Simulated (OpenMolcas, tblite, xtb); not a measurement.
# A ladder of methods for CH3ClFIn (SMILES [CH3][In]([F])[Cl])

CH3ClFIn: 7 atoms, total charge 0, spin state singlet. SMILES: `[CH3][In]([F])[Cl]`. The coordinates come from a PBE0-D4/def2-TZVP relaxation.

Each level gives the vertical ionisation energy (to the doublet cation) (eV). The values are calculated.

```tsv
level	kind	program	value (eV)
GFN1-xTB	semi-empirical	xtb	14.68
IPEA1-xTB	semi-empirical	tblite	14.99
HF/def2-SVP (core potential)	Hartree–Fock	OpenMolcas	10.53
SVWN5/def2-SVP (core potential)	LDA	OpenMolcas	10.53
BLYP/def2-SVP (core potential)	GGA	OpenMolcas	10.11
M06-L/def2-SVP (core potential)	meta-GGA	OpenMolcas	10.56
r2SCAN/def2-SVP (core potential)	meta-GGA	OpenMolcas	10.56
M06-2X/def2-SVP (core potential)	hybrid meta-GGA	OpenMolcas	11.12
```

Spin-orbit coupling, which can split open shells on such heavy atoms by tenths of an eV, is left out. The values span 10.11 to 14.99 eV. The xTB values lack the empirical shift that such differences need.

The Hartree–Fock and density-functional results place the vertical ionisation energy between 10.11 eV (BLYP) and 11.12 eV (M06-2X), well below both tight-binding values. An energy of this size fits the bonding. Indium(III) has no valence lone pair to give up, so the electron probably leaves the In–C σ bond, a chlorine 3p lone pair or a mixture of the two. The fluorine 2p lone pairs should lie deeper, while both halogens draw charge from indium and so stabilise the In–C bonding electrons.

The values don't rise steadily with the rung of the ladder or with the share of exact exchange: Hartree–Fock coincides with SVWN5 at 10.53 eV and lies below M06-2X, possibly because it misses the correlation energy lost on ionisation. That coincidence, like the shared 10.56 eV of M06-L and r2SCAN, is agreement between approximations and no proof of accuracy. Total-energy differences alone don't settle whether the hole sits on chlorine or in the In–C bond; the cation's spin density would.
